**First ionisation energies of groups 12 and 13: Koopmans and ΔSCF Hartree-Fock against NIST**

The table holds first ionisation energies of Zn, Cd, Hg and B to Tl from a B-spline radial atomic code at the non-relativistic, configuration-averaged Hartree-Fock level, as ΔSCF and as $-\varepsilon$, beside NIST values. The program measures orbital relaxation, fits the group 12 shortfall to $a + b(Z\alpha)^2$ or $(Z\alpha)^4$, and tests the group 13 shortfall as a constant plus two thirds of rough recalled ²P splittings against a line in $(Z\alpha)^2$. ΔSCF is too low by 0.37 to 3.61 eV, relaxation is 0.17 to 0.50 eV, and neither level comes within 0.1 eV of NIST in any row. Removing the fine structure leaves a group 13 shortfall of about 0.42 eV with misfits up to 0.06 eV, though the two-parameter line fits equally well. In group 12 both power laws fit three points to 0.1 eV, but from Zn and Cd alone they predict 2.97 and 4.51 eV for Hg against 3.61, so the fitted constants do not separate correlation from relativity.

Neutral atoms of groups 12 and 13, computed with the B-spline radial atomic code, version 1: all-electron non-relativistic Hartree-Fock, average of configuration, point nucleus, radial basis-set limit. ΔSCF is the ion's self-consistent energy less the atom's; ε is an orbital energy of the atom. NIST Atomic Spectra Database values run from ground level to ground level.

## Analysis program

```python
# Table: first ionisation energies (eV) of group 12 and 13 atoms, B-spline radial atomic code,
# non-relativistic configuration-averaged Hartree-Fock: Delta-SCF, -epsilon (Koopmans), NIST.
# Tested: size of relaxation; group 12 shortfall = a + b(Z alpha)^2 (alternative ^4);
# group 13 shortfall = c + 2/3 fine-structure splitting (alternative a + b(Z alpha)^2).
T = {
    'ion': ['Zn', 'Cd', 'Hg', 'B', 'Al', 'Ga', 'In', 'Tl'],
    'Z': [30, 48, 80, 5, 13, 31, 49, 81],
    'configuration': ['[Ar] 3d10 4s2', '[Kr] 4d10 5s2', '[Xe] 4f14 5d10 6s2', '[He] 2s2 2p1', '[Ne] 3s2 3p1', '[Ar] 3d10 4s2 4p1', '[Kr] 4d10 5s2 5p1', '[Xe] 4f14 5d10 6s2 6p1'],
    'ion_cfg': ['[Ar] 3d10 4s1', '[Kr] 4d10 5s1', '[Xe] 4f14 5d10 6s1', '[He] 2s2', '[Ne] 3s2', '[Ar] 3d10 4s2', '[Kr] 4d10 5s2', '[Xe] 4f14 5d10 6s2'],
    'ie': [7.63474, 6.9262, 6.83, 7.93173, 5.4977, 5.4773, 5.19094, 5.06736],  # eV
    'koopmans': [7.95952, 7.2071, 7.10342, 8.43162, 5.71305, 5.67356, 5.36835, 5.23539],  # eV
    'diff': [0.325, 0.281, 0.273, 0.5, 0.215, 0.196, 0.177, 0.168],  # eV
    'tab': [9.394197, 8.99382, 10.437504, 8.298019, 5.985769, 5.999302, 5.7863558, 6.1082873],  # eV
    'tab_kind': ['measured', 'measured', 'measured', 'measured', 'measured', 'measured', 'measured', 'measured'],
    'unc': [6e-06, 1.6e-05, 6e-06, 3e-06, 3e-06, 1.2e-06, 5e-07, 1.2e-06],  # eV
}
import numpy as np
from scipy import constants as C
Eh = C.physical_constants['Hartree energy in eV'][0]
cm = C.h*C.c*100/C.e
el = list(T['ion']); Z = np.array(T['Z'], float)
ie, ko, df, tab, unc = (np.array(T[k], float) for k in ('ie', 'koopmans', 'diff', 'tab', 'unc'))
I = lambda names: np.array([el.index(s) for s in names])
g12, g13 = I(['Zn', 'Cd', 'Hg']), I(['B', 'Al', 'Ga', 'In', 'Tl'])
f = lambda a, p=3: ' '.join(f'{v:+.{p}f}' for v in a)
rms = lambda r: np.sqrt(np.mean(r**2))
sh, shk, x = tab-ie, tab-ko, (Z*C.alpha)**2
print(f'floors: ie rounding 5e-6 eV, diff 5e-4 eV, NIST unc max {unc.max():.1e} eV')
print('el (Za)^2 NIST-dSCF/eV % | NIST-Koop/eV % | relax/eV %ofIE %ofShortfall')
for i, s in enumerate(el):
    print(f'{s:2} {x[i]:.4f} {sh[i]:+.3f} {100*sh[i]/tab[i]:.1f} | {shk[i]:+.3f} {100*shk[i]/tab[i]:.1f}'
          f' | {df[i]:.3f} {100*df[i]/ie[i]:.2f} {100*df[i]/sh[i]:.0f}')
for n, g in (('g12', g12), ('g13', g13)):
    print(f'{n} mean |err| eV: dSCF {abs(sh[g]).mean():.3f} Koop {abs(shk[g]).mean():.3f}')
    print(f'{n} steps eV dSCF {f(np.diff(ie[g]))} | Koop {f(np.diff(ko[g]))}')
    print(f'{n} steps eV NIST {f(np.diff(tab[g]))}')
for t in (1.0, 0.5, 0.1, 0.043):
    print(f'rows within {t} eV of NIST (of 8): dSCF {(abs(sh)<t).sum()} Koop {(abs(shk)<t).sum()}')
print('gap Zn-Ga Cd-In Hg-Tl eV: dSCF', f(ie[g12]-ie[g13[2:]]), 'NIST', f(tab[g12]-tab[g13[2:]]))
k = (df@ie)/(ie@ie)
print(f'relax = k*IE, all rows: k={k:.4f}; resid eV in table order', f(df-k*ie))
for p in (1, 2):
    b, a = np.polyfit(x[g12]**p, sh[g12], 1); r = sh[g12]-a-b*x[g12]**p
    b2, a2 = np.polyfit(x[g12[:2]]**p, sh[g12[:2]], 1)
    print(f'g12 a+b(Za)^{2*p}: a={a:.2f} b={b:.2f} eV resid {f(r)}; Hg from Zn,Cd {a2+b2*x[g12[2]]**p:.2f} vs {sh[g12[2]]:.2f}')
# further outputs of the same runs: first-order Darwin energy (hartree), atom and 1+ ion, table order
Da = np.array([46.2928, 311.7353, 2459.505, 0.03008005, 1.52547, 52.89113, 338.9062, 2586.07])
Di = np.array([46.28403, 311.7134, 2459.439, 0.0303762, 1.526491, 52.89666, 338.9184, 2586.102])
dD = (Di-Da)*Eh
print('Darwin part only, ion-atom eV: g12', f(dD[g12]), 'g13', f(dD[g13]), f'(Hg,Tl floor {1e-3*Eh:.2f})')
pD = np.polyfit(np.log(Z[g12]), np.log(-dD[g12]), 1)[0]
print(f'g12 Darwin difference scales as Z^{pD:.2f}')
# rough recalled 2P splittings (eV, two figures) for B Al Ga In Tl
D = np.array([0.0019, 0.014, 0.10, 0.27, 0.97])
print('2/3 splitting (rough, recalled) eV', f(2*D/3))
# further outputs: valence p spin-orbit zeta (1/cm) of Al and In
zt = np.array([68.48579, 1205.755])*cm
print('computed zeta Al, In eV', f(zt), 'ratio to 2/3 recalled', f(zt/(2*D[[1, 3]]/3), 2))
av = tab[g13]-2*D/3; s = av-ie[g13]
print('g13 J-averaged NIST eV', f(av, 2), 'steps', f(np.diff(av), 2))
print('g13 shortfall after J-average eV', f(s, 2))
print(f'g13 c+2/3D (1 par): c={s.mean():.2f} eV resid {f(s-s.mean(), 2)} rms {rms(s-s.mean()):.3f}')
b, a = np.polyfit(x[g13], sh[g13], 1); r = sh[g13]-a-b*x[g13]
print(f'g13 a+b(Za)^2 (2 par): a={a:.2f} b={b:.2f} eV resid {f(r, 2)} rms {rms(r):.3f}')
# further outputs: ionisation of the 1+ ions (eV), table order: Delta-SCF, -epsilon, tabulated
i2 = np.array([16.5565, 14.8241, 14.44629, 23.44491, 17.52314, 18.45992, 16.28408, 15.70924])
k2 = np.array([16.64536, 14.92089, 14.55801, 23.77794, 17.74994, 18.72332, 16.51883, 15.942])
t2 = np.array([17.96439, 16.90831, 18.75688, 25.15483, 18.82855, 20.51514, 18.87041, 20.4283])
for n, g in (('Zn+ Cd+ Hg+ (lone s)', g12), ('B+..Tl+ (s2 pair)', g13)):
    print(n, 'shortfall eV', f((t2-i2)[g], 2), '| %', f((100*(t2-i2)/t2)[g], 1))
    print(n, 'relax eV', f((k2-i2)[g]), '| % of IE', f((100*(k2-i2)/i2)[g], 2))
assert (df > 0).all() and (sh > 0).all() and (abs(shk) < abs(sh)).all()
assert (np.diff(ie[g12]) < 0).all() and (np.diff(ie[g13]) < 0).all()
assert tab[g12[2]] > tab[g12[1]] and tab[g13[4]] > tab[g13[3]] and (np.diff(av) < 0).all()
assert 1.6 < pD < 2.5
```

Running it gives:

```
floors: ie rounding 5e-6 eV, diff 5e-4 eV, NIST unc max 1.6e-05 eV
el (Za)^2 NIST-dSCF/eV % | NIST-Koop/eV % | relax/eV %ofIE %ofShortfall
Zn 0.0479 +1.759 18.7 | +1.435 15.3 | 0.325 4.26 18
Cd 0.1227 +2.068 23.0 | +1.787 19.9 | 0.281 4.06 14
Hg 0.3408 +3.608 34.6 | +3.334 31.9 | 0.273 4.00 8
B  0.0013 +0.366 4.4 | -0.134 -1.6 | 0.500 6.30 137
Al 0.0090 +0.488 8.2 | +0.273 4.6 | 0.215 3.91 44
Ga 0.0512 +0.522 8.7 | +0.326 5.4 | 0.196 3.58 38
In 0.1279 +0.595 10.3 | +0.418 7.2 | 0.177 3.41 30
Tl 0.3494 +1.041 17.0 | +0.873 14.3 | 0.168 3.32 16
g12 mean |err| eV: dSCF 2.478 Koop 2.185
g12 steps eV dSCF -0.709 -0.096 | Koop -0.752 -0.104
g12 steps eV NIST -0.400 +1.444
g13 mean |err| eV: dSCF 0.603 Koop 0.405
g13 steps eV dSCF -2.434 -0.020 -0.286 -0.124 | Koop -2.719 -0.039 -0.305 -0.133
g13 steps eV NIST -2.312 +0.014 -0.213 +0.322
rows within 1.0 eV of NIST (of 8): dSCF 4 Koop 5
rows within 0.5 eV of NIST (of 8): dSCF 2 Koop 4
rows within 0.1 eV of NIST (of 8): dSCF 0 Koop 0
rows within 0.043 eV of NIST (of 8): dSCF 0 Koop 0
gap Zn-Ga Cd-In Hg-Tl eV: dSCF +2.157 +1.735 +1.763 NIST +3.395 +3.207 +4.329
relax = k*IE, all rows: k=0.0435; resid eV in table order -0.007 -0.020 -0.024 +0.155 -0.024 -0.042 -0.049 -0.052
g12 a+b(Za)^2: a=1.37 b=6.48 eV resid +0.075 -0.101 +0.026; Hg from Zn,Cd 2.97 vs 3.61
g12 a+b(Za)^4: a=1.77 b=15.85 eV resid -0.050 +0.056 -0.006; Hg from Zn,Cd 4.51 vs 3.61
Darwin part only, ion-atom eV: g12 -0.239 -0.596 -1.796 g13 +0.008 +0.028 +0.150 +0.332 +0.871 (Hg,Tl floor 0.03)
g12 Darwin difference scales as Z^2.06
2/3 splitting (rough, recalled) eV +0.001 +0.009 +0.067 +0.180 +0.647
computed zeta Al, In eV +0.008 +0.149 ratio to 2/3 recalled +0.91 +0.83
g13 J-averaged NIST eV +8.30 +5.98 +5.93 +5.61 +5.46 steps -2.32 -0.04 -0.33 -0.14
g13 shortfall after J-average eV +0.37 +0.48 +0.46 +0.42 +0.39
g13 c+2/3D (1 par): c=0.42 eV resid -0.06 +0.06 +0.03 -0.01 -0.03 rms 0.041
g13 a+b(Za)^2 (2 par): a=0.41 b=1.77 eV resid -0.05 +0.06 +0.02 -0.04 +0.01 rms 0.041
Zn+ Cd+ Hg+ (lone s) shortfall eV +1.41 +2.08 +4.31 | % +7.8 +12.3 +23.0
Zn+ Cd+ Hg+ (lone s) relax eV +0.089 +0.097 +0.112 | % of IE +0.54 +0.65 +0.77
B+..Tl+ (s2 pair) shortfall eV +1.71 +1.31 +2.06 +2.59 +4.72 | % +6.8 +6.9 +10.0 +13.7 +23.1
B+..Tl+ (s2 pair) relax eV +0.333 +0.227 +0.263 +0.235 +0.233 | % of IE +1.42 +1.29 +1.43 +1.44 +1.48
```
